**1. Premises.** Capture theory follows no trajectory into the well, so its premises carry the whole result.

- (a) The relative motion is classical.
- (b) The interaction is central, $V(r)=-C/r^n$ with $C>0$, everywhere outside and at the barrier found below, and $V(\infty)=0$.
- (c) Internal states exchange no energy or angular momentum with the relative motion on the way in.
- (d) A pair that passes the barrier inward is counted once and is not followed further.
- (e) Collisions are binary and the velocities are Maxwellian.

$E$ is the kinetic energy of relative motion at infinite separation, $E=\tfrac12 m_r v^2$, with reduced mass $m_r=m_1m_2/(m_1+m_2)$. It is not a laboratory energy.

**2. Where the centrifugal term comes from.** The centre of mass moves freely and drops out. A central force conserves $L=m_r r^2\dot\phi$, whose value far out is $m_r v b$ for impact parameter $b$. The angular kinetic energy is therefore $L^2/2m_r r^2=Eb^2/r^2$, and energy conservation reads

$$\tfrac12 m_r\dot r^2=E-V_{\rm eff}(r),\qquad V_{\rm eff}(r)=\frac{Eb^2}{r^2}-\frac{C}{r^n}.\tag{1}$$

The barrier depends on $E$ as well as on $b$, so its height has to be compared with the same $E$ that builds it.

**3. The top of the barrier.** Setting $V_{\rm eff}'=-2Eb^2/r^3+nC/r^{n+1}=0$ gives one stationary point $r_0$,

$$\frac{C}{r_0^{\,n}}=\frac{2}{n}\,\frac{Eb^2}{r_0^{2}}.\tag{2}$$

It has to be shown to be a maximum. The second derivative is $6Eb^2/r^4-n(n+1)C/r^{n+2}$, and (2) turns it into $[6-2(n+1)]Eb^2/r_0^4=-2(n-2)Eb^2/r_0^4$. This is negative only for $n>2$, and that is where the condition on $n$ enters. The height follows from (2) as well: $V_{\rm eff}(r_0)=(1-2/n)Eb^2/r_0^2$.

**4. The critical orbit.** An incoming pair turns back where $\dot r=0$, so it passes the barrier if and only if $V_{\rm eff}(r_0)<E$. At fixed $r$ and $E$, $V_{\rm eff}$ rises with $b$, so its maximum rises too. The captured set is thus a full disc $b<b_c$, with no rings or gaps. At $b=b_c$ call the stationary point $r_*$. The condition $V_{\rm eff}(r_*)=E$ gives $b_c^2=\frac{n}{n-2}r_*^2$. Putting this into (2) gives $C/r_*^n=2E/(n-2)$. Hence

$$r_*=\left[\frac{(n-2)C}{2E}\right]^{1/n},\qquad b_c^2=\frac{n}{n-2}\,r_*^2,\qquad |V(r_*)|=\frac{2E}{n-2}.\tag{3}$$

A uniform incident flux crosses the disc of area $\pi b_c^2$, so

$$\sigma(E)=\pi\,\frac{n}{n-2}\left(\frac{n-2}{2}\right)^{2/n}\left(\frac{C}{E}\right)^{2/n}.\tag{4}$$

The power $2/n$ needs no algebra, since $(C/E)^{1/n}$ is the only length that the classical problem contains. The mass is absent for the same reason. At exactly $b_c$ the pair approaches the unstable circle $r_*$ and takes infinite time to reach it. That is a single value of $b$ and adds no area.

**5. The same step as a minimum principle.** Divide $V_{\rm eff}(r)<E$ by $E/r^2$. Reaching an absorbing radius $R$ then requires $b^2<r^2[1-V(r)/E]$ for every $r\ge R$, so for any central potential

$$b_c^2=\min_{r\ge R}\; r^2\left[1-\frac{V(r)}{E}\right].\tag{5}$$

For the power law the function is $r^2+(C/E)\,r^{2-n}$, whose minimum for $n>2$ lies at $r_*$ and reproduces (3). Four things can be read from (5).

- Equation (4) needs $R<r_*$. For $R>r_*$ the minimum sits at the edge and $\sigma=\pi R^2[1+C/(ER^n)]$.
- For $n<2$ the function rises monotonically from zero, so the edge formula always applies and $\sigma\to0$ as $R\to0$. With the unscreened Coulomb attraction, $n=1$, this is the orbital-motion-limited collection area of a small spherical probe or dust grain.
- As $n\to2$ from above, the numerical factor in (4) tends to $\pi$, so $\sigma\to\pi C/E$, which is what (5) gives at $n=2$ with $R\to0$. As $n\to\infty$ with $C=\epsilon\rho^n$, $\sigma\to\pi\rho^2$, a hard-sphere area.
- A minimum is stationary, so a small added potential $\delta V$ changes $b_c^2$ by $-r_*^2\,\delta V(r_*)/E$ to first order, and the shift of $r_*$ does not enter. If $\delta V(r_*)=\varepsilon V(r_*)$, then (3) gives

$$\frac{\delta\sigma}{\sigma}=\frac{n-2}{n}\cdot\frac{2\varepsilon}{n-2}=\frac{2\varepsilon}{n}.\tag{6}$$

**6. Which Maxwellian.** Each Cartesian component of $\mathbf v_1-\mathbf v_2$ is the difference of two independent Gaussian variables, so it is Gaussian with the summed variance $k_BT_1/m_1+k_BT_2/m_2$. Write this as $k_BT/m_r$. For $T_1=T_2$ it returns the common temperature. In a discharge where the partners have different temperatures, and no relative drift, it defines $T=(m_2T_1+m_1T_2)/(m_1+m_2)$, which is the temperature meant below. The relative speed is distributed as

$$f(v)\,dv=4\pi v^2\left(\frac{m_r}{2\pi k_BT}\right)^{3/2}e^{-m_rv^2/2k_BT}\,dv .$$

**7. The thermal average.** The capture coefficient is $k_{\rm cap}=\int_0^\infty v\,\sigma f\,dv$. Put $x=E/k_BT$, so that $v^2=2k_BTx/m_r$ and $v\,dv=(k_BT/m_r)\,dx$, giving $v^3dv=2(k_BT/m_r)^2x\,dx$. The constants combine as $4\pi\cdot2\,(2\pi)^{-3/2}(k_BT/m_r)^{1/2}=(8k_BT/\pi m_r)^{1/2}\equiv\bar v$, the mean relative speed. Then

$$k_{\rm cap}=\bar v\int_0^\infty x\,e^{-x}\,\sigma(xk_BT)\,dx .$$

The weight is $xe^{-x}$, a flux, and not the $x^{1/2}e^{-x}$ of the energy distribution. From (4), $\sigma(xk_BT)=\sigma(k_BT)\,x^{-2/n}$, and $\int_0^\infty x^{1-2/n}e^{-x}dx=\Gamma(2-2/n)$. Therefore

$$k_{\rm cap}(T)=\left(\frac{8k_BT}{\pi m_r}\right)^{1/2}\sigma(k_BT)\,\Gamma\!\left(2-\frac2n\right)\;\propto\;T^{\,1/2-2/n}.\tag{7}$$

The divergence of $\sigma$ at $E\to0$ is harmless, because the exponent $1-2/n$ is positive. The mean energy of the captured pairs is $k_BT\,\Gamma(3-2/n)/\Gamma(2-2/n)=(2-2/n)k_BT$, so distances near $r_*(k_BT)$ are the ones that decide the rate.

**8. The two named cases.** For $n=4$, $\sigma=2\pi(C_4/E)^{1/2}$ and $v\sigma=2\pi(2C_4/m_r)^{1/2}$ holds no $v$. The coefficient is then independent of the whole velocity distribution and not only of $T$. With $C_4=\alpha' e^2/(2\cdot4\pi\epsilon_0)$ for a singly charged ion and a polarizability volume $\alpha'$, it is the Langevin rate $2\pi[\alpha'e^2/(4\pi\epsilon_0m_r)]^{1/2}$. For $n=6$ the factor in (4) is $\tfrac32\pi\,2^{1/3}=5.937$, $\Gamma(5/3)=0.9027$, and

$$k_{\rm cap}=2^{11/6}\,\pi^{1/2}\,\Gamma(2/3)\;m_r^{-1/2}C_6^{1/3}(k_BT)^{1/6}=8.553\;m_r^{-1/2}C_6^{1/3}(k_BT)^{1/6},$$

where $\Gamma(5/3)=\tfrac23\Gamma(2/3)$ was used. This is the Gorin model of radical association. The speed rises as $T^{1/2}$, the target shrinks as $T^{-1/3}$, and $T^{1/6}$ is left.

**9. Two factors that (7) does not contain.** For unlike partners the number of captures per volume and time is $k_{\rm cap}n_1n_2$. For like partners of density $n_A$ there are $n_A^2/2$ pairs per volume squared, so the encounter rate is $k_{\rm enc}n_A^2$ with $k_{\rm enc}=k_{\rm cap}/2$. One chosen radical still meets others at the frequency $k_{\rm cap}n_A$. Second, two methyl radicals in their spatially nondegenerate doublet ground states form $2\times2=4$ spin states, one singlet and three triplet components. Dispersion is the same for all four, but only the singlet leads to ground-state ethane. With unpolarized spins and no spin flip during a collision,

$$\frac{d[\mathrm{C_2H_6}]}{dt}=k_{\rm rec}[\mathrm{CH_3}]^2,\qquad -\frac{d[\mathrm{CH_3}]}{dt}=2k_{\rm rec}[\mathrm{CH_3}]^2,\qquad k_{\rm rec}=\tfrac14\cdot\tfrac12\,k_{\rm cap},$$

if every singlet capture ends as stable ethane.

**10. Range of validity.**

*Low energy.* Many partial waves must contribute, $\ell_c=L_c/\hbar=(2m_rE)^{1/2}b_c/\hbar\gg1$. Define $R_n=(2m_rC/\hbar^2)^{1/(n-2)}$ and $E_n=\hbar^2/2m_rR_n^2$, so that $C=E_nR_n^n$. Then (4) gives

$$\ell_c^2=\frac{n}{n-2}\left(\frac{n-2}{2}\right)^{2/n}\left(\frac{E}{E_n}\right)^{1-2/n},$$

and the classical result needs $k_BT\gg E_n$. Counting whole partial waves replaces $\ell_c^2$ by $\sum_{\ell=0}^{\ell_{\max}}(2\ell+1)=(\ell_{\max}+1)^2$, a relative change of order $1/\ell_c$.

*High energy.* $r_*$ moves inward as $E^{-1/n}$. It must stay outside the core and outside the range of shorter-ranged terms. Once it does not, (5) must be used with the full potential.

*Shape.* Premises (b) and (c) fail when an anisotropic term at $r_*$ is comparable with $2E/(n-2)$.

*Fate of the pair.* For a given central potential, $k_{\rm cap}$ bounds the reaction rate from above, since captured pairs may come out again. An association product holds the full bond energy and survives only if collisions remove it, so $k_{\rm rec}$ is a high-pressure limit. In a low-pressure hydrocarbon deposition plasma the effective recombination coefficient can lie below that limit, while $k_{\rm enc}$ is unaffected.

*Density.* Binary collisions need $n_{\rm gas}b_c^3\ll1$.

**11. Numbers for CH$_3$ + CH$_3$.** Assumed inputs: radical mass $15.03$ u, so $m_r=7.515$ u, and an isotropic $C_6=110\,E_ha_0^6=65.7$ eV Å$^6$. At 300 K, $k_BT=25.85$ meV and $(C_6/k_BT)^{1/3}=13.65$ Å$^2$. Equations (3) and (4) give $r_*=(2C_6/k_BT)^{1/6}=4.15$ Å $=7.84\,a_0$, $b_c=5.08$ Å and $\sigma(k_BT)=81.0$ Å$^2$, and $\bar v=919$ m/s. The third figure serves only to trace the arithmetic. The model's values are:

| $T$ (K) | $r_*$ (Å) | $b_c$ (Å) | $\sigma(k_BT)$ (Å$^2$) | $\bar v$ (km/s) | $k_{\rm cap}$ | $k_{\rm enc}$ | $k_{\rm rec}$ |
|---|---|---|---|---|---|---|---|
| 300 | 4.1 | 5.1 | 81 | 0.92 | 6.7 | 3.4 | 0.84 |
| 1000 | 3.4 | 4.2 | 54 | 1.68 | 8.2 | 4.1 | 1.0 |

Lengths are at $E=k_BT$ and rate coefficients are in $10^{-10}$ cm$^3$ s$^{-1}$. Heating from 300 to 1000 K raises every $k$ by a factor $1.22$. Doubling $C_6$ would raise it by $1.26$, so the uncertain input is strongly damped.

The classical premise is safe. Here $R_6=22$ Å, $E_6/k_B=6.6$ mK and $\ell_c=49$ at 300 K, so partial-wave counting matters at the level of 2 per cent.

**12. What else acts at $r_*$.** The potential premise is the weak one. At $E=k_BT$ and 300 K the dispersion energy at the barrier is $E/2=13$ meV, and four neglected features have to be set against it.

- *Next dispersion term.* With an assumed $C_8/C_6=35\,a_0^2$, the term $-C_8/r^8$ is $\varepsilon=0.57$ of the $C_6$ term at $r_*$. Equation (6) gives a rise of 19 per cent in $\sigma$. The full minimization (5) gives 14 per cent, less because $r_*$ moves outward.
- *Quadrupoles.* Planar CH$_3$ has no dipole but has an axial quadrupole moment $\Theta=\tfrac12\sum q(3z^2-r^2)$. In atomic units its potential on the axis is $\Theta/z^3$. A second such moment has energy $\tfrac12\Theta\,\partial_s^2\varphi$, with $s$ along its own axis. Face to face this is $+6\Theta^2/r^5$. With the second axis turned perpendicular it is $-3\Theta^2/r^5$, by Laplace's equation and axial symmetry, and the average over the three axes vanishes. For an assumed $|\Theta|=1.3\,ea_0^2$ the face-to-face repulsion is $0.7$ of the dispersion energy at $r_*$. A zero average does not make it small.
- *The forming bond.* A Morse tail $-2De^{-\beta(r-r_e)}$ with assumed $D=3.9$ eV, $\beta=1.9$ Å$^{-1}$ and $r_e=1.54$ Å is $-55$ meV at $r_*$, about 4 times the dispersion energy. A curve shaped to the well is unreliable this far out, so this is an order of magnitude only. It acts on the singlet, for radicals that face each other.
- *The core.* With an assumed contact diameter of $3.8$ Å for orientations in which hydrogens meet, $r_*(k_BT)$ reaches the core at $T=2C_6/(k_B\,d^6)=5.1\times10^2$ K, where $d$ is that diameter. Even at 300 K a badly oriented pair meets a repulsive wall just inside the barrier and can leave again. The 1000 K row extends the formula past its range.

These terms pull in both directions and rival the term that was kept, so the model's $k_{\rm enc}\approx3.4\times10^{-10}$ and $k_{\rm rec}\approx8.4\times10^{-11}$ cm$^3$ s$^{-1}$ at 300 K are good to some tens of per cent at best. As typical knowledge and not as a measurement, the high-pressure recombination coefficient of methyl near room temperature is about $6\times10^{-11}$ cm$^3$ s$^{-1}$ in the convention of comment 9 and falls on heating, so the model lies roughly 40 per cent high at 300 K and its $T^{1/6}$ rise has the wrong sign. The exponent $1/6$ belongs to crossings of an isotropic $r^{-6}$ barrier. Bond formation is governed by an orientation-dependent bottleneck that tightens as $r_*$ moves inward.